# Which way does the spin tilt? Dresselhaus precession of photoelectrons leaving GaSb

Circularly polarised light at normal incidence creates conduction electrons in p-type GaSb with their spin along the surface normal. Before they leave an activated surface they cross a depleted layer, where the bands bend down and accelerate them along that normal. The splitting that Dresselhaus derived in 1955 then acts as a magnetic field that depends on $\mathbf k$. I will change one thing at a time, predict the sign and size of the change in the rotation angle, and then calculate.

## The invariant

The $\Gamma_6$ conduction band is a doublet, so $H=\epsilon(\mathbf k)+\gamma\,\boldsymbol\sigma\cdot\boldsymbol\kappa(\mathbf k)$, with Pauli matrices and cubic axes. Take the classes of $T_d$ in the order $E,\,8C_3,\,3C_2,\,6S_4,\,6\sigma_d$. The polar vector $\mathbf k$ has characters $(3,0,-1,-1,1)$, which is $T_2$. The axial vector $\boldsymbol\sigma$ has $(3,0,-1,1,-1)$, which is $T_1$. Invariance requires $\boldsymbol\kappa$ to transform as $T_1$. Time reversal flips both $\boldsymbol\sigma$ and $\mathbf k$, so $\boldsymbol\kappa$ is odd in $\mathbf k$. Linear order offers only $T_2$. The cubic polynomials have characters $(10,1,-2,0,2)$ and reduce to $A_1+T_1+2T_2$, with $T_1$ once:

$$\boldsymbol\kappa=\big(k_x(k_y^2-k_z^2),\;k_y(k_z^2-k_x^2),\;k_z(k_x^2-k_y^2)\big).$$

The splitting is $2\gamma|\boldsymbol\kappa|$. A quarter turn of the axes about a cube edge reverses the sign of $\gamma$, and I orient them so that $\gamma>0$. Which sublattice that puts at $(a/4)(1,1,1)$ is a band-structure question that symmetry leaves open.

First, $\boldsymbol\kappa\cdot\mathbf k=0$, so a spin along $\mathbf k$ is always perpendicular to the field. Second, with $u,v,w$ the squared direction cosines,

$$|\boldsymbol\kappa|^2/k^6=u(v-w)^2+v(w-u)^2+w(u-v)^2=uv+vw+wu-9uvw .$$

All three non-negative terms vanish only if two cosines are zero or all are equal, that is along $\langle100\rangle$ and $\langle111\rangle$. Along $[110]$, $\boldsymbol\kappa=\tfrac12k^3\,\hat{\mathbf t}$ with $\hat{\mathbf t}=[1\bar10]/\sqrt2$, and the splitting is $\gamma k^3$.

**Question.** *Are these nodes accidents of the cubic order?*

No. Along $[001]$ the group of $\mathbf k$ is $C_{2v}$, with the mirrors $(110)$ and $(1\bar10)$. On spinors a mirror with normal $\mathbf n$ acts as $-i\boldsymbol\sigma\cdot\mathbf n$, and two with perpendicular normals anticommute. No one-dimensional spinor representation can do that, so the double group has only the two-dimensional $\Delta_5$, and every band is doubly degenerate. Along $[111]$ the group is $C_{3v}$. The $\Gamma_6$ characters are 2 for $E$, 1 for each threefold rotation and 0 for the mirrors, with norm $(4+1+1)/6=1$, so the doublet stays irreducible. I call it $\Lambda_6$. That double group also has two one-dimensional spinor representations, $\Lambda_4$ and $\Lambda_5$, which carry the heavy holes, so on this line the protection does not cover all bands. Along $[110]$ only the mirror $(1\bar10)$ survives. Its representations are one-dimensional and it pins the field to $\hat{\mathbf t}$ at every order.

## From splitting to angle

The Heisenberg equation gives $\dot{\mathbf S}=\boldsymbol\Omega\times\mathbf S$ with $\boldsymbol\Omega=2\gamma\boldsymbol\kappa/\hbar$. Let the normal lie at angle $\theta$ from $[001]$ towards $[110]$. Substituting $\mathbf k=k(\sin\theta/\sqrt2,\sin\theta/\sqrt2,\cos\theta)$ gives

$$\boldsymbol\kappa=k^3g(\theta)\,\hat{\mathbf t},\qquad g=\sin\theta\left(\tfrac32\sin^2\theta-1\right).$$

With a parabolic band, $E=Ak^2$, $A=\hbar^2/2m^*$, and $\hbar v=2Ak$, the rotation about $\hat{\mathbf t}$ per unit path is $d\phi/dz=\Omega/v=\gamma g E/A^2$. One power of $k$ has gone into the velocity. In the depletion approximation, with band bending $V$ (an energy), acceptor density $N$ and entry energy $E_0$, the kinetic energy is $E_0+V(z/W)^2$, with $z$ counted from the inner edge, and

$$\phi=\frac{\gamma g}{A^2}\,W\left(E_0+\frac V3\right),\qquad W=\sqrt{\frac{2\varepsilon_s\varepsilon_0V}{e^2N}} .$$

On $(110)$, $\hat{\mathbf t}\times[110]/\sqrt2=[001]$: a spin along the outward normal tilts towards $+[001]$.

From the compilation of Vurgaftman 2001 I take the 0 K values $m^*=0.039\,m_e$, $E_g=0.812$ eV, $\Delta=0.76$ eV and Luttinger parameters 13.4, 4.7, 6, and $a=6.0959$ Å at 300 K. The constant $\varepsilon_s=15.7$ is a 300 K value compiled by Rakita 2019, which I use for a cooled sample. For $\gamma$ I take 150 eV Å$^3$ as an approximate input, chosen in the middle of the values typically quoted, roughly 110 to 190. The choices $V=0.10$ eV, $N=2\times10^{17}$ cm$^{-3}$ and a photon 20 meV above the gap are illustrative.

Then $A=97.7$ eV Å$^2$, and $\gamma/2A^2=0.0786$ rad per eV nm. Along $[110]$ the inverse hole masses are $\gamma_1\mp\sqrt{\gamma_2^2+3\gamma_3^2}=1.99$ and $24.8$ in units of $1/m_e$, against $25.6$ for the electron. A vertical transition shares the excess in proportion to inverse mass, so an electron from the heavy-hole band gets the fraction 0.928, and $E_0=18.6$ meV if it has lost nothing. With $W=29.5$ nm and $E_0+V/3=0.0519$ eV, the model's reference angle is

$$\phi_0=0.120\ \text{rad}=6.9^\circ ,$$

of which the band bending supplies 64 per cent. The transverse polarisation is $\sin\phi_0=0.12$ of the initial one. At the surface $E=118.6$ meV, $k=0.0348$ Å$^{-1}$, which is 3.4 per cent of $2\pi/a$, and the splitting is 6.3 meV. The quoted range of $\gamma$ alone moves $\phi_0$ between about $5^\circ$ and $9^\circ$. Ratios within GaSb do not depend on $\gamma$.

## Change one: photon excess from 20 to 30 meV

A reflex based on $k^3$ says a factor $1.5^{3/2}=1.84$. But the faster electron spends less time in the layer, so the angle is linear in energy, and $E_0$ controls only about a third of it. I expect an increase near one sixth. Calculation: $E_0=27.8$ meV, factor 1.18, $\phi=8.1^\circ$. The LO phonon, 233 cm$^{-1}$ as listed by Giannozzi 1991, is 28.9 meV, so this electron still cannot emit one in the flat-band region. At the original photon energy, an electron from the light-hole band gets the fraction 0.508, or 10.2 meV, and turns by $5.8^\circ$ in the same sense.

## Change two: four times the doping

The energies along the path are the same and the path is shorter, so the angle falls as $N^{-1/2}$. Calculation: $W=14.7$ nm, $\phi=0.060$ rad $=3.4^\circ$. A stronger field gives less rotation.

**Question.** *Should the field not add a Rashba term?*

It adds a term proportional to $\boldsymbol\sigma\cdot(\mathbf k\times\hat{\mathbf n})$, which vanishes for motion along the normal $\hat{\mathbf n}$. For oblique electrons it is odd in the parallel momentum, so it depolarises the ensemble without a mean rotation at first order.

## Change three: band bending from 0.10 to 0.20 eV

Both the width and the energy grow. The entry-energy part scales as $V^{1/2}$ and the bending part as $V^{3/2}$, so the factor lies between 1.41 and 2.83, nearer the upper end. Calculation: $W=41.7$ nm, $E_0+V/3=0.0852$ eV, factor 2.32, $\phi=16^\circ$.

## Change four: another crystal face

Go from $(110)$ towards $(001)$ at fixed $E_0$, $V$, $N$. The field must vanish at $[111]$ and at $[001]$. On this arc the mirror keeps it along $\hat{\mathbf t}$, so it is one real number, and a simple zero at $[111]$ means a change of sign. I predict reversed and smaller rotation between the nodes.

| normal | $\theta$ (deg) | $g$ | $\phi$ (deg) |
|---|---|---|---|
| $[001]$ | 0 | 0 | 0 |
| $[113]$ | 25.2 | $-0.310$ | $-4.3$ |
| $[112]$ | 35.3 | $-0.289$ | $-4.0$ |
| $[111]$ | 54.7 | 0 | 0 |
| $[221]$ | 70.5 | $+0.314$ | $+4.3$ |
| $[110]$ | 90 | $+0.5$ | $+6.9$ |

The zero is simple: $dg/d\theta=\cos\theta(\tfrac92\sin^2\theta-1)=2/\sqrt3=1.15$ at $[111]$. A miscut of $5^\circ$ towards $(110)$ restores $g=0.10$ and $\phi=1.4^\circ$.

**Question.** *Could some other face beat $(110)$?*

Not at cubic order. At fixed $w$, $|\boldsymbol\kappa|^2/k^6=uv(1-9w)+w(1-w)$. For $w\ge1/9$ this is at most $w(1-w)\le\tfrac14$. For $w<1/9$ it is largest at $u=v$, where it equals $(1-w)(1-3w)^2/4\le\tfrac14$. The bound is reached along $\langle110\rangle$.

**Question.** *Real electrons are not all normal. Do the nodes survive the average?*

For the mean rotation, yes. A rotation vector that is a property of the surface is an axial vector invariant under the surface point group. Each mirror forces it onto its own normal, so $(001)$ with two mirrors and $(111)$ with three allow none, while $(110)$ allows $\hat{\mathbf t}$. Near $[001]$, $\boldsymbol\kappa\approx k_z^2(-k_x,k_y,0)$, which is odd in the parallel momentum and only depolarises.

**Question.** *And strain on a $(001)$ sample?*

Biaxial strain and the shear $\varepsilon_{xy}$ keep both mirrors, so the node stays. A difference $\varepsilon_{xx}-\varepsilon_{yy}$ leaves only $C_2$ and allows $\sigma_zk_z(\varepsilon_{xx}-\varepsilon_{yy})$. The band splits, but the field is along the normal and the spin does not tilt. A tilt needs $\varepsilon_{xz}$ or $\varepsilon_{yz}$.

## Change five: the atoms

Exchange Ga and Sb. That is inversion through a bond centre, under which $\mathbf k$ is odd and $\boldsymbol\sigma$ even, so $\gamma\to-\gamma$ and $\phi=-6.9^\circ$. A half turn about $[110]$ is inversion times the mirror $(110)$ of $T_d$, so rotating the sample by $180^\circ$ about its normal performs the exchange and reverses the tilt in the laboratory. If the two atoms are made equal, as in germanium, then $\gamma=-\gamma=0$.

Now replace Sb by As. The gap widens and the spin-orbit splitting shrinks, so $\gamma$ falls. But the angle goes as $\gamma m^{*2}\sqrt{\varepsilon_s}$, and the mass rises. With typical GaAs inputs $m^*=0.067\,m_e$ and $\varepsilon_s=12.9$, the mass factor is 2.95 and the width factor 0.906, so the angle falls only if $\gamma$ is below 56 eV Å$^3$. For an approximate input of 20 eV Å$^3$ the splitting at equal $k$ drops to 0.13 of its value but the angle only to 0.36, which is $2.5^\circ$ in the model. Typically quoted GaAs values run from about 10 to 28, so the direction of the change is safe and the size is good to a factor of two.

**Question.** *At 0.1 eV in a 0.8 eV gap, how can the band be parabolic?*

It is not, and two corrections oppose each other. In the Kane form $1/m(E)\propto2/(E+E_g)+1/(E+E_g+\Delta)$, first order gives $Ak^2=E(1+\alpha E)$ with

$$\alpha=\frac{2/E_g^2+1/(E_g+\Delta)^2}{2/E_g+1/(E_g+\Delta)}=1.11\ \text{eV}^{-1}.$$

At fixed energy $k^2$ grows by $1+\alpha E$ and $v/k$ falls by $1+2\alpha E$, which multiplies $d\phi/dz$ by 1.36 at $E=0.10$ eV. Against this, solving $E=Ak^2/(1+\alpha E)\pm\gamma gk^3$ for $E$ reduces the splitting by $(1+\alpha E)/(1+2\alpha E)=0.91$. Assume further that $\gamma$ depends on energy only through the valence denominators $1/(E+E_g)-1/(E+E_g+\Delta)$, which gives 0.84. The reduction is 0.76 and the net factor 1.03, rising to 1.06 at 0.20 eV. This estimate omits the upper conduction bands, so the near cancellation of terms of a quarter to a third is only indicative. The second figure of each angle serves to show ratios, and change three is the least secure.

**Question.** *Is the crossing ballistic?*

The transit time is $W\sqrt{m^*/2V}\,\operatorname{arsinh}\sqrt{V/E_0}=49$ fs. The golden-rule rate of LO emission is $2\alpha_F\omega\sqrt{\hbar\omega/E}\,\operatorname{arsinh}\sqrt{E/\hbar\omega-1}$, with $\alpha_F=(e^2/4\pi\varepsilon_0\hbar)\sqrt{m^*/2\hbar\omega}\,(1/\varepsilon_\infty-1/\varepsilon_s)$. Taking $\varepsilon_\infty=14.4$ from Rakita 2019, $\alpha_F=0.0246$, and the emission time at 0.10 eV, where the rate is near its maximum, is 0.70 ps. At most about 7 per cent of the electrons emit. The L valleys lie typically only about 0.06 eV above $\Gamma$. The electron spends 12 fs above that energy, against a typical transfer time of order 0.1 ps, so roughly a tenth may be lost, and more in change three. Scattering by the ionised acceptors deflects electrons and is not in the model.

**Question.** *Most electrons are reflected at the surface. Does the angle pile up?*

Not along the normal. Since $\boldsymbol\kappa(-\mathbf k)=-\boldsymbol\kappa(\mathbf k)$, a specularly reflected electron unwinds on the way in exactly what it gained on the way out. If it is turned round elastically at any depth and comes back along the normal, it regains the same amount, so it leaves with the angle of a single crossing however many times it bounced.